\textbf{Student.} A metal wire holds an enormous number $N$ of scatterers. If I move one of them by a Fermi wavelength, the conductance should change by a part in $N$ at most. Yet Altshuler and Spivak (1985) and Feng, Lee and Stone (1986) found a far larger change.

\textbf{Lecturer.} Your estimate is classical. The interference part behaves differently. Let $g=G/(e^2/h)$ be the two-terminal conductance with both spin directions, and take four premises. (i) The electrons are independent, with a spherical Fermi surface and $k_Fl\gg1$, and they scatter from points, $V=u\sum_j\delta(\mathbf r-\mathbf R_j)$, of density $n_i$. The Born rate is $\hbar/\tau=2\pi\nu n_iu^2$, with $\nu$ the density of states per spin direction, $l=v_F\tau$ and $D=v_Fl/3$. (ii) Configuration 2 arises from 1 by moving a fraction $p=\delta N/N$ of the scatterers through a distance $\delta r$ in random directions, so both have the same statistics. (iii) The sample is a diffusive wire of length $L$ and section $A=w^2$, $w\ll L$, between ideal reservoirs, at $T=0$ and zero field. (iv) From the theory of universal conductance fluctuations I take the leading order in $1/k_Fl$: the two conductance loops are joined by two diffusion propagators, and each spin mode $\mu$ of the diffuson or cooperon, with decay rate $\gamma_\mu$, contributes
\begin{equation}
\langle\delta g_1\delta g_2\rangle=\sum_\mu\sum_{n=1}^\infty\left[4|\Pi_n|^2+2\,\mathrm{Re}\,\Pi_n^2\right],\qquad
\Pi_n=\frac{1}{\pi^2n^2+y_\mu},\qquad y_\mu=\frac{\gamma_\mu L^2}{D}.
\tag{1}
\end{equation}
The wave numbers $q=n\pi/L$ arise because the propagator vanishes at the reservoirs. The spin sum is a trace over the four-dimensional space of two spins, so each of the four diffuson and four cooperon modes has weight one. For real $y$ a mode gives
\begin{equation}
F(y)=6\sum_{n=1}^\infty\frac{1}{(\pi^2n^2+y)^2}
=\frac{3}{2y^2}\left[\sqrt y\coth\sqrt y+\frac{y}{\sinh^2\sqrt y}-2\right],
\tag{2}
\end{equation}
which follows by differentiating $\sum_n(\pi^2n^2+y)^{-1}=(\sqrt y\coth\sqrt y-1)/2y$. Here $F(0)=6\zeta(4)/\pi^4=1/15$, so one diffuson and one cooperon give the known spinless variance $2/15$.

\textbf{Student.} Then everything hangs on $\gamma$. For a single sample particle conservation makes it zero.

\textbf{Lecturer.} But these ladders join a retarded line in configuration 1 to an advanced line in configuration 2, and nothing conserves that product. In one rung both lines scatter from the same impurity $j$, from $\mathbf k$ to $\mathbf k'$. The retarded line brings $u\,e^{-i(\mathbf k'-\mathbf k)\cdot\mathbf R_j}$ and the advanced line the conjugate amplitude at the new site, $u\,e^{+i(\mathbf k'-\mathbf k)\cdot\mathbf R'_j}$. Terms with two different impurities vanish on averaging over positions. The rung is
\begin{equation}
b\,K(\mathbf k',\mathbf k),\qquad b=n_iu^2=\frac{\hbar}{2\pi\nu\tau},\qquad
K=1-p+p\left\langle e^{i(\mathbf k'-\mathbf k)\cdot\delta\mathbf r}\right\rangle .
\tag{3}
\end{equation}
The average over directions of $\delta\mathbf r$ is $\sin(\kappa x)/(\kappa x)$, with $x=k_F\delta r$ and $\kappa=|\mathbf k'-\mathbf k|/k_F=\sqrt{2-2\cos\theta}$. This depends on the scattering angle $\theta$ alone, so the constant function on the Fermi sphere is an exact eigenfunction of $K$. Since $d(\cos\theta)=-\kappa\,d\kappa$,
\begin{equation}
\frac12\int_0^2\kappa\,d\kappa\,\frac{\sin\kappa x}{\kappa x}=\frac{1-\cos2x}{2x^2}=\frac{\sin^2x}{x^2},
\tag{4}
\end{equation}
and the eigenvalue is
\begin{equation}
\lambda=1-pa,\qquad a=1-\left(\frac{\sin k_F\delta r}{k_F\delta r}\right)^2 .
\tag{5}
\end{equation}
So $a\simeq x^2/3$ for small moves, $a=1$ at half a Fermi wavelength, $x=\pi$, and $a$ stays near one beyond.

Between rungs the pair propagates with total wave vector $\mathbf q$. With $\xi$ the energy from the Fermi level and $\eta=\hbar/2\tau$, close the contour in the upper half plane and then average over the direction of $\mathbf v$:
\begin{equation}
\nu\left\langle\int\frac{d\xi}{(\xi+\frac12\hbar\mathbf v\cdot\mathbf q-i\eta)(\xi-\frac12\hbar\mathbf v\cdot\mathbf q+i\eta)}\right\rangle
=\frac1b\left\langle\frac{1}{1+i\tau\mathbf v\cdot\mathbf q}\right\rangle
=\frac1b\,\frac{\arctan ql}{ql}\simeq\frac{1-Dq^2\tau}{b},
\tag{6}
\end{equation}
because $l^2/3=D\tau$. The ladder is a geometric series,
\begin{equation}
\Gamma=\frac{b\lambda}{1-\lambda(1-Dq^2\tau)}\simeq\frac{b}{\tau\,(Dq^2+\gamma)},\qquad
\gamma=\frac{\delta N}{N}\,\frac{a}{\tau}.
\tag{7}
\end{equation}
The last step drops relative corrections of order $p$, and the first angular harmonic of $K$ shifts $D$ at the same order. The self-energies are untouched, since each configuration alone has the same $\tau$. A cooperon is the diffuson between configuration 1 and the time reverse of 2. Time reversal leaves positions alone, so all eight modes share this $\gamma$.

\textbf{Student.} I object. Move every scatterer by the same vector. Then $p=1$ and $a\neq0$, but a translated sample is the same sample.

\textbf{Lecturer.} That move breaks premise (ii). The kernel is then $e^{i\mathbf k'\cdot\delta\mathbf r}e^{-i\mathbf k\cdot\delta\mathbf r}$, whose eigenfunction $e^{i\mathbf k\cdot\delta\mathbf r}$ has eigenvalue one, and $\gamma=0$. For a few scatterers moved along one fixed direction, first-order perturbation theory in $p$ needs only the average of the kernel over $\mathbf k$ and $\mathbf k'$. Each exponential averages to $\sin x/x$, and (5) returns.

Now the change of conductance. The two means are equal and so are the variances, and the variance is (1) with $\gamma=0$. Expanding the square,
\begin{equation}
\langle(g_1-g_2)^2\rangle=2\left[\mathrm{var}\,g-\langle\delta g_1\delta g_2\rangle\right]=16\,[F(0)-F(y)],\qquad
y=\frac{\gamma L^2}{D}=3a\,\frac{\delta N}{N}\left(\frac Ll\right)^2 .
\tag{8}
\end{equation}
For $y\ll\pi^2$, $F(0)-F(y)\simeq12\zeta(6)\,y/\pi^6=4y/315$, so
\begin{equation}
\langle(\delta G)^2\rangle=\frac{64}{105}\left(\frac{e^2}{h}\right)^2a\,\frac{\delta N}{N}\left(\frac Ll\right)^2 .
\tag{9}
\end{equation}
The meaning is plain. An electron spends a time of order $L^2/D$ in the wire and collides about $3(L/l)^2$ times, so $y$ counts its meetings with altered scatterers, weighted by $a$. For $y\gg\pi^2$, $F\simeq3/(2y^{3/2})$ dies away and (8) saturates at $16/15$. That is twice the variance $8/15$, as for two independent samples.

\textbf{Student.} And one impurity in other geometries?

\textbf{Lecturer.} In a hypercube of side $L$ the sum in (1) runs over a $d$-dimensional lattice of $\mathbf q$ with other weights of order one. The variance needs $\sum(qL)^{-4}$, convergent for $d<4$, and the slope needs $\sum(qL)^{-6}$, convergent for $d<6$. Both are pure numbers. With $\delta N=1$ and $N=n_iL^d$,
\begin{equation}
\langle(\delta g)^2\rangle_1\sim\frac{a}{n_il^d}\left(\frac Ll\right)^{2-d},
\tag{10}
\end{equation}
averaged over the position of the impurity. With three-dimensional scattering and the cross section $\sigma=1/(n_il)$, one finds $y=3a\sigma L/(lA)$ for a wire, $3a\sigma/(lt)$ for a square film of thickness $t$, independent of $L$, and $3a\sigma/(lL)$ for a cube. Your classical estimate fits the removal of a scatterer, $\delta g=g/N\propto L^{d-2}/L^d$. Its square falls as $L^{-4}$ and loses to (10) in a large sample.

\textbf{Student.} In a Cu-Mn spin glass no atom moves. Only the Mn moments turn.

\textbf{Lecturer.} Then the rung changes in spin space. Add $J\sum_j\mathbf S_j\cdot\boldsymbol\sigma\,\delta(\mathbf r-\mathbf R_j)$, with Pauli matrices $\boldsymbol\sigma$ and frozen classical vectors $\mathbf S_j$ of length $S$ and density $n_m$. Assume no net magnetisation and no correlation between spin directions and positions. Since $(\mathbf S\cdot\boldsymbol\sigma)^2=S^2$, the self-energy gains $\hbar/\tau_m=2\pi\nu n_mJ^2S^2$, which defines $\tau_m$, and $1/\tau$ now includes $1/\tau_m$. Terms in $uJ$ are linear in one spin and average out. The pair of lines is a $2\times2$ matrix $\rho$, and the magnetic rung maps it to $n_mJ^2\langle(\mathbf S\cdot\boldsymbol\sigma)\rho\,(\mathbf S'\cdot\boldsymbol\sigma)\rangle$. For reorientation without a preferred axis,
\begin{equation}
\langle S_\alpha S'_\beta\rangle=\tfrac13QS^2\delta_{\alpha\beta},\qquad
Q=\frac{1}{N_mS^2}\sum_j\mathbf S_j\cdot\mathbf S'_j .
\tag{11}
\end{equation}
Now $\sum_\alpha\sigma_\alpha\rho\sigma_\alpha$ equals $3\rho$ for $\rho=1$, the singlet, and $-\rho$ for $\rho=\sigma_\beta$, the triplet. The magnetic scattering makes up a fraction $\tau/\tau_m$ of $b$, so $\lambda=1-(\tau/\tau_m)(1-Q)$ or $1-(\tau/\tau_m)(1+Q/3)$. Time reversal flips $\mathbf S'$, so the cooperons have $Q\to-Q$. From (7), $\gamma=(1-\lambda)/\tau$:
\begin{equation}
\gamma\tau_m=1-Q\ \ (\mathrm{D},s),\qquad 1+\tfrac Q3\ \ (\mathrm{D},t),\qquad 1+Q\ \ (\mathrm{C},s),\qquad 1-\tfrac Q3\ \ (\mathrm{C},t),
\tag{12}
\end{equation}
with each triplet counted three times. If $\delta N$ spins turn through $\vartheta$, then $1-Q=(\delta N/N_m)(1-\cos\vartheta)$. The singlet diffuson repeats (7), with $\tau_m$ for $\tau$ and $1-\cos\vartheta$ for $a$. Your objection has a twin here. A global rotation, $\mathbf S'\cdot\boldsymbol\sigma=U^\dagger(\mathbf S\cdot\boldsymbol\sigma)U$, violates (11), and $\rho=U$ then decays at rate zero when spin-orbit coupling is absent.

The variance is now (1) at $Q=1$. I model inelastic dephasing by one more rate in every mode, so $y_\mu=(L/L_\varphi)^2+m\gamma_\mu\tau_m$, with $m=(L/L_m)^2$ and $L_m=\sqrt{D\tau_m}$. Then
\begin{equation}
\langle(\delta g)^2\rangle=2\sum_\mu\left[F(y_\mu|_{Q=1})-F(y_\mu|_Q)\right]
\simeq2m(1-Q)\left[H_{\mathrm Ds}-H_{\mathrm Dt}-H_{\mathrm Cs}+H_{\mathrm Ct}\right],
\tag{13}
\end{equation}
where $H=-dF/dy=12\sum_n(\pi^2n^2+y)^{-3}$ at $Q=1$. The signs are the slopes of (12) in $1-Q$, and the factor $1/3$ cancels the triplet multiplicity.

\textbf{Student.} Where does all this stop holding?

\textbf{Lecturer.} First, $k_Fl\gg1$ and $g\gg1$, so that one order in (1) is enough and the wire is not localised. Second, $\gamma\tau\ll1$ for the pole form (7), which saturation never strains, because it sets in at $\gamma\tau\sim(\pi l/L)^2$. Third, $(\pi L/w)^2$ must exceed every $y_\mu$, or transverse modes enter. Fourth, (5) needs isotropic scattering in three dimensions and equal scatterers. For unequal ones $p$ is the share of $1/\tau$ that moved. Fifth, a field that puts a flux quantum through the coherent area removes the cooperons and halves (9). Sixth, temperature gives $y$ an imaginary part $\epsilon$, the energy difference of the two loops in units of $\hbar D/L^2$. Each energy is spread by $-\partial f/\partial E$ with variance $\pi^2(k_BT)^2/3$, so $\langle\epsilon^2\rangle=(2\pi^2/3)(L/L_T)^4$ with $L_T=\sqrt{\hbar D/k_BT}$. With $\Lambda=\pi^2+y$, the $n=1$ term of (1) becomes $6/\Lambda^2-10\epsilon^2/\Lambda^4$, and its slope falls by the fraction $10\langle\epsilon^2\rangle/3\Lambda^2$. Last, the spins must be static during a measurement, which needs $T$ far below the freezing temperature.

\textbf{Student.} Give me numbers.

\textbf{Lecturer.} Take Cu with 1000 ppm Mn, which freezes at a temperature of order 1 K, held at 50 mK. The wire has $L=500$ nm and $w=50$ nm. For free electrons, one per atom, an approximate lattice constant of 0.361 nm gives $n=4/a_{\rm Cu}^3=85.0$ nm$^{-3}$, $k_F=(3\pi^2n)^{1/3}=13.6$ nm$^{-1}$ and $v_F=1.57\times10^6$ m/s. As illustrative inputs take $D=100$ cm$^2$/s, $\tau_m=1$ ps and $L_\varphi=400$ nm. I chose the last two to give the lengths typical of such alloy wires, $L_m$ near a tenth and $L_\varphi$ a few tenths of a micron. Then $l=3D/v_F=19.1$ nm, $\tau=12.2$ fs, $k_Fl=260$, $L_m=100$ nm, $m=25$, $N_m=1.06\times10^5$, $R=m_ev_FL/(ne^2lA)=6.86\ \Omega$ and $g=3.76\times10^3$. At $Q=1$:
\begin{equation}
\begin{array}{lcccc}
 & \mathrm Ds & \mathrm Dt & \mathrm Cs & \mathrm Ct\\
y & 1.56 & 34.9 & 51.6 & 18.2\\
10^3F & 50.66 & 4.81 & 2.92 & 10.32\\
10^3H & 8.226 & 0.172 & 0.074 & 0.616
\end{array}
\tag{14}
\end{equation}
The bracket in (13) is $8.596\times10^{-3}$. One reversed spin has $1-Q=2/N_m$, so $\langle(\delta g)^2\rangle=8.1\times10^{-6}$. The model's rms step is $2.8\times10^{-3}\,e^2/h$, or $R^2\delta G\approx5\ \mu\Omega$. It grows as $\sqrt{\delta N}$ while $2m\,\delta N/N_m\ll\pi^2+y_{\mathrm Ds}$, that is for $\delta N\ll2.4\times10^4$. For a fresh spin configuration, $Q=0$, all eight modes have $y=26.6$ and $F=6.71\times10^{-3}$. With $\mathrm{var}\,g=0.0990$ and $8F=0.0537$, the model's rms change is $0.30\,e^2/h$.

\textbf{Student.} That is short of $\sqrt{2\,\mathrm{var}\,g}=0.44$.

\textbf{Lecturer.} Because the potential disorder is unchanged and $L$ is only five times $L_m$, some correlation survives. Now the neglected terms. The conditions hold: $\tau/\tau_m=0.012$, and $(\pi L/w)^2=987$ lies far above every $y$ in (14). With $L_T=1.24\ \mu$m the thermal reduction of the slope is 0.4 per cent. The Debye temperature of Cu is 343 K, a compiled value listed by Wikipedia, so $T/\Theta_D=1.5\times10^{-4}$, and I ascribe $L_\varphi$ to residual spin dynamics rather than to phonons. Spin-orbit scattering damps the triplets. Removing them entirely lowers the one-spin step by 3 per cent and the $Q=0$ value to 0.28. The weakest input is $\tau_m$, uncertain by a factor of a few, and the one-spin step varies roughly as $\tau_m^{-1/2}$. In a real glass the spins tend to turn in coupled clusters, so a step of size $\delta g$ gives $\sum_j(1-\cos\vartheta_j)$ through (13), and this sum equals twice the number of spins only if each is fully reversed.